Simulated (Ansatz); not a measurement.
**AlH3Cl− (SMILES [H][Al-]([H])([H])[Cl]): methods side by side**

AlH3Cl−: 5 atoms, total charge -1, spin state singlet. SMILES: `[H][Al-]([H])([H])[Cl]`. Geometry: a GFN2-xTB relaxation, a rough one for these elements and not checked as a minimum.

```xyz
5

Al   -0.0024    0.0004   -0.1342
Cl    0.0138   -0.0184    1.9618
H     1.5321    0.0117   -0.6170
H    -0.7754    1.3344   -0.5904
H    -0.7681   -1.3281   -0.6202
```

Each level gives the energy change with the Al1–H4 bond stretched from 1.608 to 2.010 Å (eV). The values are calculated.

```csv
level,kind,program,value (eV),less FCI/STO-3G,CPU time (all runs)
HF/STO-3G (restricted),Hartree–Fock,Ansatz,1.70,+0.28,0.2 s
revPBE/STO-3G (restricted),GGA,Ansatz,1.19,-0.23,1.7 s
r2SCAN0/STO-3G (restricted),hybrid meta-GGA,Ansatz,1.44,+0.02,2.5 s
CAM-B3LYP/STO-3G (restricted),range-separated hybrid,Ansatz,1.42,0.00,2.1 s
HSE06/STO-3G (restricted),range-separated hybrid,Ansatz,1.38,-0.04,1.5 s
wB97M-V/STO-3G (restricted),range-separated hybrid,Ansatz,1.41,-0.01,13 s
B2PLYP/STO-3G (restricted),double hybrid,Ansatz,1.43,+0.01,1.7 s
FCI/STO-3G,exact in the basis,Ansatz,1.42,0.00,0.9 s
```

FCI/STO-3G is exact within its basis and frozen core, so for wave-function methods in that basis the difference is their error; functionals converge differently with the basis, so for them it is only a difference. Sets without diffuse functions describe the anion poorly. The first shape isn't each level's own minimum. The values span 1.19 to 1.70 eV. All rows use very small basis sets, so even the best lies far from the true value. CPU times are rough (shared hosts, several kinds of processor): they show what a rung costs within a factor of a few.

Stretching the Al–H bond costs 1.42 eV with full correlation in this basis, against 1.70 eV in restricted Hartree–Fock. The excess reflects correlation that grows along the stretch: as the σ and σ* orbitals approach in energy, a single closed-shell determinant cannot adjust the balance of ionic and covalent character, so it penalises the longer bond too heavily. revPBE falls on the other side at 1.19 eV, while every functional containing exact exchange lies between these two, within 1.38 to 1.44 eV, probably because exact exchange offsets the semilocal functional's tendency to favour the stretched density.

The bond is polar, with hydridic hydrogen, and a minimal basis gives that hydrogen no freedom to expand or polarise as it moves away from aluminium. This suggests that the stretching cost is too high even with full correlation. The close grouping of the hybrids doesn't establish a ranking among them, and a partial stretch gives neither a bond dissociation energy nor the preference between hydride and hydrogen-atom loss.
